**Why the 1s QED shifts of Nd ions barely follow the eigenvalue**

The table holds the 1s1/2 eigenvalue, self-energy and vacuum polarisation of 21 neodymium ions from Dirac–Coulomb Hartree–Fock averaged over the configuration, with first-order QED from a bare-nucleus radiative potential. The program tests, without fitted parameters, whether outer electrons act on 1s as a nearly constant potential, corrected by hydrogenic penetration and exchange factors, and whether first-order hydrogenic perturbation theory gives the change of the 1s contact density. The eigenvalue deepens by 15.2 % while the net QED shift rises by 0.71 %, and the corrected potential rebuilds ε − ε(Nd58+) within 0.4 % for three ions. The density model gives 0.66 % (L shell only) or 0.98 % (all shells, unscreened) for a self-energy difference of 0.72 % between Nd+ and Nd58+, whereas an effective charge read from ε gives 17 %.

Calculated values. Nd ions, B-spline radial atomic code, version 1: Dirac-Coulomb Hartree-Fock averaged over the configuration, Fermi nucleus, basis-set limit. The QED terms are first-order shifts of ε(1s1/2), not included in it; positive means less bound. The bare-nucleus radiative potential (Flambaum-Ginges, Uehling, Wichmann-Kroll) has its 1s self-energy fixed to hydrogenic values.

## Script

```python
# Table: 1s1/2 eigenvalue, self-energy (SE), vacuum polarisation (VP) in eV for Nd ions; B-spline atomic code,
# Dirac-Coulomb Hartree-Fock, configuration average, first-order QED with a bare-nucleus radiative potential.
# Tested: outer electrons as a near-constant potential (eps steps vs sum<1/r>), hydrogenic first-order
# change of the 1s contact density, and the rival "one Z_eff read from eps".
T = {
    'ion': ['Nd+', 'Nd4+', 'Nd7+', 'Nd10+', 'Nd13+', 'Nd16+', 'Nd18+', 'Nd21+', 'Nd24+', 'Nd27+', 'Nd30+', 'Nd33+', 'Nd36+', 'Nd38+', 'Nd41+', 'Nd44+', 'Nd47+', 'Nd50+', 'Nd53+', 'Nd56+', 'Nd58+'],
    'Z': [60, 60, 60, 60, 60, 60, 60, 60, 60, 60, 60, 60, 60, 60, 60, 60, 60, 60, 60, 60, 60],
    'charge': [1, 4, 7, 10, 13, 16, 18, 21, 24, 27, 30, 33, 36, 38, 41, 44, 47, 50, 53, 56, 58],  # e
    'N': [59, 56, 53, 50, 47, 44, 42, 39, 36, 33, 30, 27, 24, 22, 19, 16, 13, 10, 7, 4, 2],
    'configuration': ['[Xe] 4f4 6s1', '[Xe] 4f2', '[Kr] 4d10 4f2 5s2 5p3', '[Kr] 4d10 4f2 5s2', '[Kr] 4d10 5s1', '[Kr] 4d8', '[Kr] 4d6', '[Kr] 4d3', '[Ar] 3d10 4s2 4p6', '[Ar] 3d10 4s2 4p3', '[Ar] 3d10 4s2', '[Ar] 3d9', '[Ar] 3d6', '[Ar] 3d4', '[Ar] 3d1', '[Ne] 3s2 3p4', '[Ne] 3s2 3p1', '[He] 2s2 2p6', '[He] 2s2 2p3', '[He] 2s2', '1s2'],
    'e': [-43827.6, -43872.9, -43926.0, -43986.8, -44072.8, -44181.8, -44270.4, -44412.5, -44565.7, -44740.2, -44924.3, -45169.2, -45537.7, -45795.3, -46199.6, -46631.5, -47084.2, -47536.4, -48641.7, -49788.5, -50480.8],  # eV
    'self_energy': [72.0, 71.99, 72.0, 72.0, 72.0, 72.0, 71.99, 71.99, 71.99, 72.0, 72.01, 72.01, 72.0, 72.0, 72.0, 72.02, 72.06, 72.09, 72.27, 72.46, 72.52],  # eV
    'vac_pol': [-11.05, -11.05, -11.05, -11.05, -11.05, -11.05, -11.05, -11.05, -11.05, -11.05, -11.06, -11.06, -11.06, -11.05, -11.05, -11.06, -11.06, -11.07, -11.1, -11.13, -11.14],  # eV
    'se_over_vp': [-6.51, -6.51, -6.51, -6.51, -6.51, -6.51, -6.51, -6.51, -6.51, -6.51, -6.51, -6.51, -6.51, -6.51, -6.51, -6.51, -6.51, -6.51, -6.51, -6.51, -6.51],
    'qed_share': [1390, 1390, 1390, 1390, 1380, 1380, 1380, 1370, 1370, 1360, 1360, 1350, 1340, 1330, 1320, 1310, 1300, 1280, 1260, 1230, 1220],  # ppm
}
import re, numpy as np
from scipy.constants import alpha as a, physical_constants as pc
from scipy.special import eval_genlaguerre as Lg
from scipy.integrate import cumulative_trapezoid as ct
H = pc['Hartree energy in eV'][0]; mc2 = pc['electron mass energy equivalent in MeV'][0]*1e6; Z = 60
e, se, vp, sh, ra = (np.array(T[k], float) for k in ('e', 'self_energy', 'vac_pol', 'qed_share', 'se_over_vp'))
ion = T['ion']; N = np.array(T['N'], float); q = se + vp
# further outputs of the same runs (typed): Lamb shielding, ppm; <1/r> per j orbital; finer 1s values
lamb = np.array([6955.207,6925.94,6891.238,6851.475,6795.116,6723.757,6666.551,6574.756,6475.855,6360.599,6238.879,
    6072.829,5835.256,5669.181,5408.544,5122.673,4818.778,4490.054,3730.983,2940.419,2354.498])
inv = {'Nd13+': {'2s':[15.65169],'2p':[15.59131,14.02343],'3s':[5.691678],'3p':[5.59325,5.204703],'3d':[5.061357,4.962995],
    '4s':[2.382329],'4p':[2.284803,2.167409],'4d':[1.979621,1.949106],'5s':[1.115121]},
    'Nd30+': {'2s':[15.68911],'2p':[15.6194,14.05129],'3s':[5.789483],'3p':[5.684769,5.299484],'3d':[5.1601,5.061665],'4s':[2.698352]},
    'Nd47+': {'2s':[15.92948],'2p':[15.8054,14.23856],'3s':[6.405221],'3p':[6.356759,5.945759]}}
fine = {'Nd13+': (71.99616,-11.0539,183472.6,122.2165,66.0449), 'Nd30+': (72.00704,-11.05567,183502.6,121.5369,66.05076),
    'Nd47+': (72.05847,-11.06392,183643.0,118.1997,66.07818)}  # SE, VP, density over nucleus, Breit eV, <1/r>
se58, ue58, wk58 = 5.330216*H/2, -0.8425449*H/2, 0.02388257*H/2  # Nd58+ totals / 2
S = 3e-6*lamb/a**2*H  # sum of <1/r>, as energy in eV
core = {'He':'1s2','Ne':'1s2 2s2 2p6'}; core['Ar'] = core['Ne']+' 3s2 3p6'
core['Kr'] = core['Ar']+' 3d10 4s2 4p6'; core['Xe'] = core['Kr']+' 4d10 5s2 5p6'
occ = [{s: int(n) for s, n in re.findall(r'(\d[spdf])(\d+)', re.sub(r'\[(\w+)\]', lambda m: core[m.group(1)], c)) if s != '1s'} for c in T['configuration']]
r = np.geomspace(1e-6, 250, 40000); I = lambda y: ct(y, r)[-1]
def P(n, l):
    p = r**(l+1)*np.exp(-r/n)*Lg(n-l-1, 2*l+1, 2*r/n); return p/np.sqrt(I(p*p))
def Y(k, d):
    o = ct(d/r**(k+1), r, initial=0); return ct(d*r**k, r, initial=0)/r**(k+1) + r**k*(o[-1]-o)
p1 = P(1, 0); w = 2*(-0.5/r + np.log(2*r) + np.euler_gamma + r - 2.5); f, kd, kx = {}, {}, {}
for s in sorted({s for o in occ for s in o}):
    n, l = int(s[0]), 'spdf'.index(s[1]); p = P(n, l)
    D = p1*p1*Y(0, p*p); X = -p1*p*Y(l, p1*p)/(2*(2*l+1))
    f[s] = I(D+X)*n*n; kd[s] = I(w*D); kx[s] = I(w*X)
mL = np.array([sum(n*(kd[s]+kx[s]) for s, n in o.items() if s[0] == '2') for o in occ])*100/Z
mA = np.array([sum(n*(kd[s]+kx[s]) for s, n in o.items()) for o in occ])*100/Z
zef = np.sqrt(1-(1+e/mc2)**2)/a; g = np.sqrt(1-(Z*a)**2); riv = ((zef/zef[-1])**(2*g+1)-1)*100
print('hydrogenic f:', ' '.join(f'{s} {f[s]:.3f}' for s in f))
print('k direct/exchange (drho/rho=k/Z):', ' '.join(f'{s} {kd[s]:.4f}/{kx[s]:.4f}' for s in ('2s','2p','3s','3p','3d')))
print('floor: eps step 0.1 eV; SE diff %.3f %%; VP diff %.2f %%; share 5 ppm' % (1/se[0], 1/abs(vp[0])))
print('step from previous row: deps eV, per electron, dS eV, ratio, f | % vs Nd58+: SE VP modelL modelAll rival | share if QED frozen at Nd+ minus table, ppm')
R = []
for i in range(len(e)):
    t = ' '*35
    if i:
        d = {s: n-occ[i].get(s, 0) for s, n in occ[i-1].items()}; de = e[i-1]-e[i]; dS = S[i-1]-S[i]; R.append(de/dS)
        fm = sum(n*f[s]/int(s[0])**2 for s, n in d.items())/sum(n/int(s[0])**2 for s, n in d.items())
        t = f'{de:7.1f} {de/(N[i-1]-N[i]):6.1f} {dS:7.1f} {de/dS:.3f} {fm:.3f} '
    print(f'{ion[i]:6s}{t}| {(se[i]/se[-1]-1)*100:5.2f} {(vp[i]/vp[-1]-1)*100:5.2f} {mL[i]:5.2f} {mA[i]:5.2f} {riv[i]:5.1f} | {q[0]/-e[i]*1e6-sh[i]:4.0f}')
print(f'Nd+ to Nd58+: deps {e[0]-e[-1]:.1f} eV ({(e[-1]/e[0]-1)*100:.1f} %), dS {S[0]-S[-1]:.1f} eV, net QED {q[0]:.2f} to {q[-1]:.2f} eV ({(q[-1]/q[0]-1)*100:.2f} %), share {(sh[-1]/sh[0]-1)*100:.1f} %')
j = ion.index('Nd50+'); print(f'SE rise total {se[-1]-se[0]:.2f} eV, from Nd50+ on {se[-1]-se[j]:.2f} eV ({(se[-1]-se[j])/(se[-1]-se[0])*100:.0f} %)')
print(f'worst |model - SE| in % points: L only {np.abs(mL-(se/se[-1]-1)*100).max():.2f}, all {np.abs(mA-(se/se[-1]-1)*100).max():.2f}, rival {np.abs(riv-(se/se[-1]-1)*100).max():.1f}')
print(f'rival Z_eff from eps: {zef[0]:.2f} to {zef[-1]:.2f}; exponent 2g+1 {2*g+1:.2f}; dZ implied by SE {(1-se[0]/se[-1])*Z/(2*g+1):.2f}')
for x, o in inv.items():
    i = ion.index(x); av = {s: (v[0] if len(v) == 1 else ('spdf'.index(s[1])*v[0]+('spdf'.index(s[1])+1)*v[1])/(2*'spdf'.index(s[1])+1)) for s, v in o.items()}
    c = H*sum(occ[i][s]*av[s] for s in av); m = H*sum(occ[i][s]*av[s]*f[s] for s in av); d = e[i]-e[-1]; F = fine[x]
    print(f'{x}: eps-eps58 {d:.1f} eV; constant V {c:.1f} ({(c/d-1)*100:+.1f} %); with f {m:.1f} ({(m/d-1)*100:+.1f} %)')
    print(f'   fine SE {(F[0]/se58-1)*100:.3f} % VP {(F[1]/(ue58+wk58)-1)*100:.3f} % vs Nd58+; SE/VP {F[0]/F[1]:.4f}; Breit/QED {F[3]/(F[0]+F[1]):.2f}; Breit/|eps| {F[3]/-e[i]*100:.2f} %')
A, B = fine['Nd13+'], fine['Nd47+']
print('Nd13+ to Nd47+ %: eps {:.1f}, SE {:.3f}, VP {:.3f}, density {:.3f}, Breit {:.1f}, <1/r> {:.3f}'.format((e[16]/e[4]-1)*100, *[(y/x-1)*100 for x, y in zip(A, B)]))
print(f'1s contraction inside dS, Nd47+ to Nd58+: {S[-1]-2*B[4]*H:.1f} eV; SE/VP Nd58+ {se58/(ue58+wk58):.4f}; 2s Nd13+ {9.60551/-1.360757:.2f}')
u = a/np.pi*(Z*a)**4*mc2
print(f'Z alpha {Z*a:.3f}; unit (a/pi)(Za)^4 mc2 {u:.2f} eV; Nd58+ F_SE {se[-1]/u:.3f}, F_VP {vp[-1]/u:.3f}, Uehling {ue58/u:.3f} (leading -4/15 = {-4/15:.3f}), WK {wk58:.2f} eV')
assert abs(I(w*p1*p1)) < 1e-3 and abs(I(-w*p1*p1/r)-3) < 1e-3  # constant V: 0; Z change: Z^3
assert np.all(np.diff(e) < 0) and np.all(se > 0) and np.all(vp < 0) and np.ptp(ra) < 0.011
assert e[-1]/e[0] > 1.1 and 0 < q[-1]/q[0]-1 < 0.01
assert 0.7 < min(R) and max(R) < 1.05
```

Printed output:

```
hydrogenic f: 2p 0.937 2s 0.796 3d 0.998 3p 0.959 3s 0.869 4d 0.998 4f 1.000 4p 0.970 4s 0.903 5p 0.976 5s 0.923 6s 0.936
k direct/exchange (drho/rho=k/Z): 2s -0.0630/0.0409 2p -0.0321/-0.0269 3s -0.0180/0.0111 3p -0.0097/-0.0056 3d -0.0006/-0.0008
floor: eps step 0.1 eV; SE diff 0.014 %; VP diff 0.09 %; share 5 ppm
step from previous row: deps eV, per electron, dS eV, ratio, f | % vs Nd58+: SE VP modelL modelAll rival | share if QED frozen at Nd+ minus table, ppm
Nd+                                      | -0.72 -0.81 -0.66 -0.98 -17.2 |    1
Nd4+     45.3   15.1    44.9 1.010 0.988 | -0.73 -0.81 -0.66 -0.98 -17.0 |   -1
Nd7+     53.1   17.7    53.2 0.998 0.976 | -0.72 -0.81 -0.66 -0.97 -16.9 |   -2
Nd10+    60.8   20.3    61.0 0.997 0.976 | -0.72 -0.81 -0.66 -0.95 -16.8 |   -4
Nd13+    86.0   28.7    86.4 0.995 0.981 | -0.72 -0.81 -0.66 -0.95 -16.5 |    3
Nd16+   109.0   36.3   109.4 0.996 0.980 | -0.72 -0.81 -0.66 -0.94 -16.3 |   -0
Nd18+    88.6   44.3    87.7 1.010 0.998 | -0.73 -0.81 -0.66 -0.94 -16.0 |   -3
Nd21+   142.1   47.4   140.7 1.010 0.998 | -0.73 -0.81 -0.66 -0.94 -15.7 |    2
Nd24+   153.2   51.1   151.6 1.010 0.998 | -0.73 -0.81 -0.66 -0.93 -15.3 |   -2
Nd27+   174.5   58.2   176.7 0.988 0.970 | -0.72 -0.81 -0.66 -0.90 -14.8 |    2
Nd30+   184.1   61.4   186.6 0.987 0.970 | -0.70 -0.72 -0.66 -0.87 -14.4 |   -3
Nd33+   244.9   81.6   254.6 0.962 0.948 | -0.70 -0.72 -0.66 -0.86 -13.7 |   -1
Nd36+   368.5  122.8   364.2 1.012 0.998 | -0.72 -0.72 -0.66 -0.85 -12.8 |   -2
Nd38+   257.6  128.8   254.6 1.012 0.998 | -0.72 -0.81 -0.66 -0.85 -12.2 |    1
Nd41+   404.3  134.8   399.6 1.012 0.998 | -0.72 -0.81 -0.66 -0.84 -11.1 |   -1
Nd44+   431.9  144.0   438.2 0.986 0.972 | -0.69 -0.72 -0.66 -0.79 -10.0 |   -3
Nd47+   452.7  150.9   465.9 0.972 0.959 | -0.63 -0.72 -0.66 -0.71  -8.8 |   -6
Nd50+   452.2  150.7   503.9 0.897 0.899 | -0.59 -0.63 -0.66 -0.66  -7.7 |    2
Nd53+  1105.3  368.4  1163.7 0.950 0.937 | -0.34 -0.36 -0.37 -0.37  -4.8 |   -7
Nd56+  1146.8  382.3  1211.9 0.946 0.937 | -0.08 -0.09 -0.07 -0.07  -1.8 |   -6
Nd58+   692.3  346.2   898.2 0.771 0.796 |  0.00  0.00  0.00  0.00   0.0 |  -13
Nd+ to Nd58+: deps 6653.2 eV (15.2 %), dS 7052.9 eV, net QED 60.95 to 61.38 eV (0.71 %), share -12.2 %
SE rise total 0.52 eV, from Nd50+ on 0.43 eV (83 %)
worst |model - SE| in % points: L only 0.07, all 0.27, rival 16.4
rival Z_eff from eps: 55.53 to 59.39; exponent 2g+1 2.80; dZ implied by SE 0.15
Nd13+: eps-eps58 6408.0 eV; constant V 6822.5 (+6.5 %); with f 6393.4 (-0.2 %)
   fine SE -0.724 % VP -0.759 % vs Nd58+; SE/VP -6.5132; Breit/QED 2.01; Breit/|eps| 0.28 %
Nd30+: eps-eps58 5556.5 eV; constant V 5969.5 (+7.4 %); with f 5550.9 (-0.1 %)
   fine SE -0.709 % VP -0.743 % vs Nd58+; SE/VP -6.5131; Breit/QED 1.99; Breit/|eps| 0.27 %
Nd47+: eps-eps58 3396.6 eV; constant V 3791.0 (+11.6 %); with f 3409.8 (+0.4 %)
   fine SE -0.638 % VP -0.669 % vs Nd58+; SE/VP -6.5129; Breit/QED 1.94; Breit/|eps| 0.25 %
Nd13+ to Nd47+ %: eps 6.8, SE 0.087, VP 0.091, density 0.093, Breit -3.3, <1/r> 0.050
1s contraction inside dS, Nd47+ to Nd58+: 13.3 eV; SE/VP Nd58+ -6.5109; 2s Nd13+ -7.06
Z alpha 0.438; unit (a/pi)(Za)^4 mc2 43.62 eV; Nd58+ F_SE 1.662, F_VP -0.255, Uehling -0.263 (leading -4/15 = -0.267), WK 0.32 eV
```
